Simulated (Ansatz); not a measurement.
Ga: pressure and energy change per atom as volume scale varies

Results calculated with Ansatz 0.2.0, not measured. Plane-wave DFT, scalar-relativistic PAW made under PBE with cores redone for the functional, no dispersion; the given relaxed cell is scaled uniformly, energy at zero smearing counts from the unscaled cell, pressure at the given Fermi-Dirac smearing is positive in compression.

The cell before it is scaled or strained (space group Cmce, No. 64):
```
cell vectors (Å)
   2.2319    -3.7932     0.0000
   2.2319     3.7932     0.0000
   0.0000     0.0000     4.5346
atoms (fractions of the cell vectors)
Ga  0.84423  0.15577  0.08558
Ga  0.65577  0.34423  0.58558
Ga  0.15577  0.84423  0.91442
Ga  0.34423  0.65577  0.41442
```

Settings of every row: spin polarised no; functional r2SCAN; wave cutoff 500 eV; smearing width 0.1 eV; k mesh 11x11x9.

Atom starting moment: 0 on all atoms.

Limits: bonds stretch with the cell, so the curve is stiffer than the relaxed crystal.

```csv
row,volume scale,V (Å³/atom),pressure (GPa),energy change per atom (meV)
1,0.88,16.892,11.2,71
2,0.92,17.659,6.57,29
3,0.96,18.427,2.92,6.76
4,1.04,19.963,?,?
5,1.08,20.731,-3.96,20.58
6,1.12,21.498,-5.32,43.14
```

Question: what pressure and energy change per atom should row 4 give?

Worked fit of pressure. Take u = (V_r/V)^(2/3) − 1 with V_r = 18.427 Å³ an atom, which is twice the finite (Eulerian) strain; such expansions in the strain, on which the Birch-Murnaghan equation of state is built, carry the rest volume and the bulk modulus. The shown rows have u = 0.0597, 0.02879, 0, -0.07554, -0.09766. Least squares give pressure = 2.923 + 117.74 × u + 344.6 × u² GPa; a straight line predicts inner rows, each left out in turn, worse (root mean square 0.91 against 0.051 GPa). The rows lie off it by 0.02, -0.03, 0.00, 0.04, -0.03. The pressure vanishes at u = -0.0270, or V = 19.2 Å³ an atom, and there the bulk modulus at fixed shape and fractions is B = −V dP/dV = (2/3)(1 + u) dP/du = 64.3 GPa. Letting shape and atoms relax would as a rule lower it, by much in layered, chain or molecular crystals. The withheld row has u = -0.05198, so the fit gives 2.923 + 117.74 × (-0.05198) + 344.6 × (-0.05198)² = -2.27 GPa.

The calculation gave -2.2 GPa. The fit lies 0.07 GPa (3.2 % of the value, 0.42 % of the column's range) below it; its largest miss of a shown row is 0.04 GPa.

Worked fit of energy change per atom. Take u = (V_r/V)^(2/3) − 1 with V_r = 18.427 Å³ an atom, which is twice the finite (Eulerian) strain; such expansions in the strain, on which the Birch-Murnaghan equation of state is built, carry the rest volume and the bulk modulus. The shown rows have u = 0.0597, 0.02879, 0, -0.07554, -0.09766. Least squares give energy change per atom = 6.809 + 521.31 × u + 9196.8 × u² meV; a straight line predicts inner rows, each left out in turn, worse (root mean square 24 against 0.77 meV). The rows lie off it by 0.29, -0.44, -0.05, 0.67, -0.47 (root mean square 0.44 meV). The withheld row has u = -0.05198, so the fit gives 6.809 + 521.31 × (-0.05198) + 9196.8 × (-0.05198)² = 4.56 meV.

The calculation gave 5.48 meV. The fit lies 0.92 meV (17 % of the value, 1.4 % of the column's range) below it; its largest miss of a shown row is 0.67 meV.
